**Solution key: piecewise linearity of $E(N)$ for lithium between Li⁺ and Li⁻**

**Problem.** Freeze the $1s^2$ core of lithium and keep one valence orbital $\phi$ (2s), with
$$\hat H=\varepsilon\,\hat x+U\,\hat n_\uparrow\hat n_\downarrow ,\qquad \hat x=\hat n_\uparrow+\hat n_\downarrow .$$
The electron number is $N=2+x$ with $x=\langle\hat x\rangle$, and the energy zero is Li⁺. Take the approximate ionisation energy $I\approx 8.64\times10^{-19}$ J (5.39 eV) and electron affinity $A\approx 0.99\times10^{-19}$ J (0.62 eV) as inputs. (a) Fix $\varepsilon$ and $U$. (b) Minimise $\mathrm{Tr}(\hat\Gamma\hat H)$ at fixed $x$. (c) Compare with the general theorem. (d) Find the chemical potential and the gap. (e) Compare with the spin-restricted mean field and with finite temperature.

**(a) Spectrum.** The Fock space has four states, all eigenstates of $\hat H$: the empty orbital (Li⁺), the doublet $\uparrow,\downarrow$ (Li) and the filled orbital (Li⁻). Thus
$$E(2)=0,\qquad E(3)=\varepsilon,\qquad E(4)=2\varepsilon+U .$$
From $I=E(2)-E(3)$ and $A=E(3)-E(4)$ follow $\varepsilon=-I$ and $U=I-A=7.65\times10^{-19}$ J, so $E(4)=-9.63\times10^{-19}$ J. Convexity, $2E(3)\le E(2)+E(4)$, is equivalent to $U\ge0$, that is $I\ge A$.

**(b) Minimisation.** Let $\hat\Gamma$ be Hermitian and positive semidefinite, with $\mathrm{Tr}\,\hat\Gamma=1$ and $\mathrm{Tr}(\hat\Gamma\hat x)=x$. Since $\hat H$ and $\hat x$ are diagonal, only the probabilities $p_0,p_1,p_2$ of zero, one and two valence electrons enter. The two constraints give
$$p_1=x-2p_2,\qquad p_0=1-x+p_2,$$
$$\mathrm{Tr}(\hat\Gamma\hat H)=\varepsilon p_1+(2\varepsilon+U)p_2=\varepsilon x+Up_2 .$$
Non-negative probabilities require $\max(0,x-1)\le p_2\le x/2$. The energy is linear in $p_2$, so the minimum lies at an end of this interval.

*Case $U>0$.* The minimum has $p_2=\max(0,x-1)$:
$$E=\varepsilon x+U\max(0,x-1).$$
For $x=w$ with $0\le w\le1$, the weights are $(1-w,\,w,\,0)$ and $E=(1-w)E(2)+wE(3)$. For $x=1+w$ they are $(0,\,1-w,\,w)$ and $E=(1-w)E(3)+wE(4)$.

*Case $U<0$.* The minimum has $p_2=x/2$ and $p_1=0$, so $E=(x/2)E(4)$, the chord from Li⁺ to Li⁻. With the illustrative value $U=-2.00\times10^{-19}$ J, $E(4)=-19.28\times10^{-19}$ J, and the ensemble minimum at $x=1$ is $-9.64\times10^{-19}$ J. It lies $|U|/2=1.00\times10^{-19}$ J below the pure-state $E(3)$. In both cases the result is the lower convex envelope of the three integer energies.

**(c) General statement** (Perdew, Parr, Levy and Balduz, 1982). Let $[\hat H,\hat N]=0$, let $E(M)$ be the ground-state energy with $M$ electrons, and let $p_M$ be the weight of $\hat\Gamma$ in that sector. The variational principle within each sector gives $\mathrm{Tr}(\hat\Gamma\hat H)\ge\sum_Mp_ME(M)$, with equality when each sector holds ground states only. Minimising this sum over weights with a fixed mean defines the lower convex envelope. Now suppose $E(M)$ is convex, and let $L(M)$ be the straight line through the points at the integers $N_0$ and $N_0+1$. Then $E(M)\ge L(M)$ for every integer $M$, and for mean number $N_0+w$, $0\le w\le1$,
$$\sum_Mp_ME(M)\ge\sum_Mp_ML(M)=L(N_0+w)=(1-w)E(N_0)+wE(N_0+1).$$
The two-sector mixture attains the bound. Under strict convexity only these two sectors can carry weight. The density operator conserves number, so elements of $\hat\Gamma$ between sectors drop out, and
$$n(\mathbf r)=(1-w)\,n_{N_0}(\mathbf r)+w\,n_{N_0+1}(\mathbf r).$$
For a degenerate level, $n_M$ may be the density of any ensemble of its ground states. Convexity is an assumption about the system and is not supplied by the theorem.

Part (b) is this statement for $N_0=2$ and $3$. The two doublet states share one spin-summed density, so the degeneracy leaves $n$ unique. With a frozen orbital, $n=n_{\rm core}+x|\phi|^2$ is linear for every ensemble, so the density rule holds without testing the weights. The double occupancy $\langle\hat n_\uparrow\hat n_\downarrow\rangle=p_2$, also a number-conserving observable, does test them: it is linear on each segment, with a kink at $x=1$. In the real species the valence orbital relaxes, $n_4-n_3$ differs in shape from $n_3-n_2$, and the density has such a kink too. Omitted excited states only raise the energy, and omitted charge states carry no weight as long as strict convexity extends to them.

**(d) Chemical potential and gap.** The slope $\mu=dE/dN$ is $\varepsilon=-I$ for $2<N<3$ and $\varepsilon+U=-A$ for $3<N<4$. It jumps by $I-A=U$ at $N=3$. In the spin-restricted Kohn-Sham system both spin orbitals have occupation $x/2$ and the non-interacting energy is $\varepsilon x$. Hence $E_{\rm Hxc}=U\max(0,x-1)$, and $v_{\rm Hxc}=dE_{\rm Hxc}/dx$ equals $0$ below $x=1$ and $U$ above. The Kohn-Sham level $\varepsilon+v_{\rm Hxc}$ equals $\mu$ on each side. At $N=3$ this level is half filled, so the Kohn-Sham gap vanishes. The Hartree term is smooth in $x$, so the whole gap is the exchange-correlation discontinuity, $\Delta_{\rm xc}=U$.

**(e) Mean field and temperature.** Independent spin occupations $x/2$ form an admissible ensemble with $p_2=x^2/4$, so $E_{\rm MF}=\varepsilon x+Ux^2/4$. Its error relative to the exact solution is $Ux^2/4$ for $x\le1$ and $U(1-x/2)^2$ for $x\ge1$. The error vanishes at $x=0$ and $2$ and peaks at $U/4$ for the neutral atom. Energies are in units of $10^{-19}$ J.

| $N$ | $p_0,\ p_1,\ p_2$ (exact) | $E$ | $E_{\rm MF}$ | error |
|---|---|---|---|---|
| 2.5 | 0.5, 0.5, 0 | −4.32 | −3.84 | 0.48 |
| 3 | 0, 1, 0 | −8.64 | −6.73 | 1.91 |
| 3.6 | 0, 0.4, 0.6 | −9.23 | −8.93 | 0.31 |

$E_{\rm MF}$ is smooth and has no gap at $N=3$.

In the grand-canonical ensemble at temperature $T$ and chemical potential $\mu$, the weights are proportional to $1$, $2e^{-(\varepsilon-\mu)/k_BT}$ and $e^{-(2\varepsilon+U-2\mu)/k_BT}$, so $p_0p_2/p_1^2=\tfrac14e^{-U/k_BT}$ for any $\mu$. At $x=1/2$, where $p_0\approx p_1\approx1/2$, this gives $p_2\approx\tfrac18e^{-U/k_BT}$. At 300 K, $U/k_BT=185$ and $p_2$ is of order $10^{-81}$, so the mean energy exceeds the straight line by the negligible amount $Up_2$.

**Result.** The model's energy consists of two straight segments with slopes $-8.64\times10^{-19}$ J and $-0.99\times10^{-19}$ J per electron, and the model's discontinuity at $N=3$ is $7.65\times10^{-19}$ J (4.77 eV). The inputs were chosen to reproduce the typical $I$ and $A$ of lithium, so these values are built in. What the model derives is the linear shape, the weights and the assignment of the gap to $\Delta_{\rm xc}$.